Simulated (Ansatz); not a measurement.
# The polar optical mode of BN at 40 GPa, worked through

These are results of DFT LDA, scalar-relativistic, plane waves, PAW in Ansatz, not measurements. Cutoff 420 eV, 12×12×12 k-points (Γ-centred), fixed occupations. No spin polarisation. Phonons by linear response, acoustic sum rule imposed.

The cell, relaxed at 40 GPa:
```
B N
1.0
     0.00000    1.74013    1.74013
     1.74013    0.00000    1.74013
     1.74013    1.74013    0.00000
B N
1 1
Cartesian
  0.0000 0.0000 0.0000
  2.6102 2.6102 2.6102
```

Other phases may be more stable at this pressure.

Linear response gives ν_TO = 1184.7 cm⁻¹, Born charges ±1.837 e (positive on B) and ε∞ = 4.498. The primitive cell holds 10.538 Å³, and the masses are 10.810 and 14.007 amu.

**Question.** Find ν_LO and the static dielectric constant.

**Answer.** The long-wave field adds a restoring force: ω_LO² − ω_TO² = Z*²e²/(ε_vac ε∞ μV). In these units ν_LO² − ν_TO² = 4.92064×10⁷ Z*²/(μ V ε∞) cm⁻², with μ = m₁m₂/(m₁ + m₂) = 6.101 amu: 574270 cm⁻². So ν_LO = √(1184.7² + 574270) = 1406.3 cm⁻¹, and the run gives 1406.3. Lyddane–Sachs–Teller then gives ε0 = ε∞ (ν_LO/ν_TO)² = 6.34, against 6.34 in the run (it forms both from the same three quantities, so the match checks the arithmetic only). Between ν_TO and ν_LO the dielectric function is negative and an undamped crystal reflects fully: a reststrahlen band from 7.1 to 8.4 μm.

**Question.** What do the Clausius–Mossotti polarisability and the Szigeti charge come to?

**Answer.** With the Lorentz local field, α = (3V/4π)(ε∞ − 1)/(ε∞ + 2) = 1.35 Å³ for the pair, and e_S = 3Z*/(ε∞ + 2) = 0.85 e. The Born charge includes the electrons' response to the dipole's own local field, and e_S takes that enhancement out. The Lorentz field assumes point-like polarisable ions, a poor picture once ε∞ is this large, since the electron clouds then overlap or are shared, so both numbers are formal here.

**Question.** How strongly does a slow electron couple to the LO mode?

**Answer.** For one isotropic parabolic band, Fröhlich's constant is α_F = (1/ε∞ − 1/ε0) √(m* Ry/ħω_LO), with Ry = 13.606 eV, ħω_LO = 174.4 meV and m* in free-electron masses: α_F = 0.0646 × 8.83 × √m* = 0.57 √m*. The band mass isn't part of this run; for m* = 0.1, 0.3 and 1 it gives 0.18, 0.31, 0.57. In weak coupling the polaron lies α_F ħω_LO below the band edge (54 meV at m* = 0.3) with a mass m*(1 + α_F/6); past α_F of about 5 or 6 that expansion fails. A semilocal functional's ε∞ tends to be too large, which taken alone lowers α_F.

Cost: 1 run of about 0.16 core-minutes, on Intel Xeon Platinum 8375C (Ice Lake) (shared hosts).

Boron nitride in this zincblende cell combines a stiff covalent network with appreciable bond polarity. Light atoms and strong, short tetrahedral bonds put ν_TO at 1184.7 cm⁻¹, while the electronegativity difference makes the bonding charge follow the displaced nuclei unevenly, giving a Born charge of 1.837 e. That is a dynamical charge, not a count of electrons transferred from boron to nitrogen.

The same stiffness explains why a clear LO–TO splitting goes with only a modest rise from ε∞ to ε0: a static field displaces the sublattices little against so strong a restoring force. The small ionic share of the screening and the high LO phonon energy together keep the Fröhlich coupling weak, even at the largest band mass tried.

With a single pressure, the calculation doesn't show whether compression raises or lowers the Born charge or the splitting; the stiffening of the bonds expected under compression would by itself raise both mode frequencies without making the bond more polar.
